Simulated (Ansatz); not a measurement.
## Cu: energy less reference against wave cutoff

All results are calculated (Ansatz 0.2.0). One setting of a density functional single point varied, free energy counted from the run at the reference value, pressure positive in compression; periodic cell, basis, potentials, k mesh and filling as listed.

Structure of every row (space group I4/mmm, No. 139):
```
Cu
1.0
     -1.4428     1.4428     1.3761
      1.4428    -1.4428     1.3761
      1.4428     1.4428    -1.3761
Cu
1
Direct
  0.00000 0.00000 0.00000
```

Settings of every row: functional r2SCAN; dispersion none; potentials PAW; k mesh 13x13x13; k shift 0x0x0; occupations gaussian; smearing width 0.1 eV; spin none; SCF threshold exponent -10; varied setting wave cutoff; reference wave cutoff 600 eV.

Limits: coarse k mesh, up to 40 meV an atom off; the cell comes from a prototype or a list of computed structures and needn't be the stable phase.

Limits of some rows: cutoff under the advised one (row 1, 2, 3).

| row | wave cutoff (eV) | energy less reference (meV/atom) |
| --- | --- | --- |
| 1 | 300 | 258.51 |
| 2 | 375 | ? |
| 3 | 450 | 2.43 |
| 4 | 525 | 0.3 |
| 5 | 600 | 0 |

Question: what energy less reference should row 2 give?

Worked fit of energy less reference. Measure energy less reference from the row at the highest cutoff, 0.00 meV/atom, and take the logarithm of what remains: 300 → 5.55, 450 → 0.89, 525 → -1.20. A straight line through these is ln|rest| = 14.578 − 0.03019 × cutoff, so the rest falls by a factor of e every 33.1 eV; from 3 rows that is a rough guide, not a law, and the row at the highest cutoff isn't the limit itself. At 375 eV the line gives ln|rest| = 3.257, a rest of 25.97 meV/atom, and so 0.00 + 25.97 = 25.97 meV/atom.

The calculation gave 5.67 meV/atom. The fit lies 20.30 meV/atom (360 % of the value, 7.9 % of the column's range) above it; its largest miss of a shown row is 8.63 meV/atom.
